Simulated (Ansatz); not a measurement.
## Strength of the Si–Ge bond: GeSi3H10 → SiH2(SiH2)(SiH3) + GeH3

Species: GeSi3H10 `[SiH3][SiH2][SiH2][GeH3]`, singlet; SiH2(SiH2)(SiH3), doublet; GeH3 `[GeH3]`, doublet. 

Shapes, held fixed at every level: PBE0-D4/def2-TZVP. Flexible molecules stand in one conformer, not always the lowest. Programs: Ansatz 0.2.0. The zero-point and thermal change to 298 K, harmonic and unscaled (PBE0-D4/def2-TZVP), is -10.9 kJ/mol.

```tsv
level	kind	ΔH(298 K) (kJ/mol)	less CCSD(T)/def2-TZVPP	CPU time (sum over the molecules)
HF/def2-SVP	Hartree–Fock	+207.1	-91.9	–
HF/def2-TZVPP	Hartree–Fock	+205.5	-93.5	–
B3LYP-D4/def2-TZVPP	global hybrid	+289.3	-9.7	68 s
BHLYP-D4/def2-TZVPP	global hybrid	+291.3	-7.7	50 s
B2PLYP/def2-TZVPP	double hybrid	+287.1	-11.9	72 s
CCSD(T)/def2-SVP	coupled cluster or CI	+281.5	-17.5	71 s
CCSD(T)/def2-TZVPP	coupled cluster or CI	+299.0	0.0	42 min
```

The highest level, CCSD(T)/def2-TZVPP, gives ΔH(298 K) = +299.0 kJ/mol; the levels span +205.5 to +299.0. The column of differences is taken from that level and isn't an error. Hartree–Fock misses the correlation of the pair that is broken and comes out low. No measured value is set beside it here. Open shells run unrestricted. Relativity is left out for Ge. Outer-core shells of Ge are correlated in most correlated rows, in sets that cover them unevenly. CCSD(T)/def2-TZVPP lies outside the range of all other levels here, so it shouldn't be taken on trust. Times are processor times on shared x86 and Arm servers, and rough.

Every correlated level describes a fairly strong Si–Ge σ bond, with a homolysis enthalpy between +281.5 and +299.0 kJ/mol. The three density functionals lie within a few kJ/mol of each other although their shares of exact exchange differ widely, so the result depends little on that choice.

Enlarging the basis hardly moves Hartree–Fock, from +207.1 to +205.5, but lifts CCSD(T) from +281.5 to +299.0. The basis sensitivity therefore sits almost wholly in the correlation energy, which needs functions of high angular momentum to describe how electrons avoid each other at short range. Part of the rise may instead come from basis-set superposition or from the core correlation, so the bond strength is better read as a range than as the top value.

Both fragments are pyramidal radicals with the unpaired electron in a localised hybrid of mainly p character with some s admixture, and they probably gain little from relaxation or delocalisation. Whether this bond is weaker than a Si–Si bond in the same chain can't be judged from one cleavage.
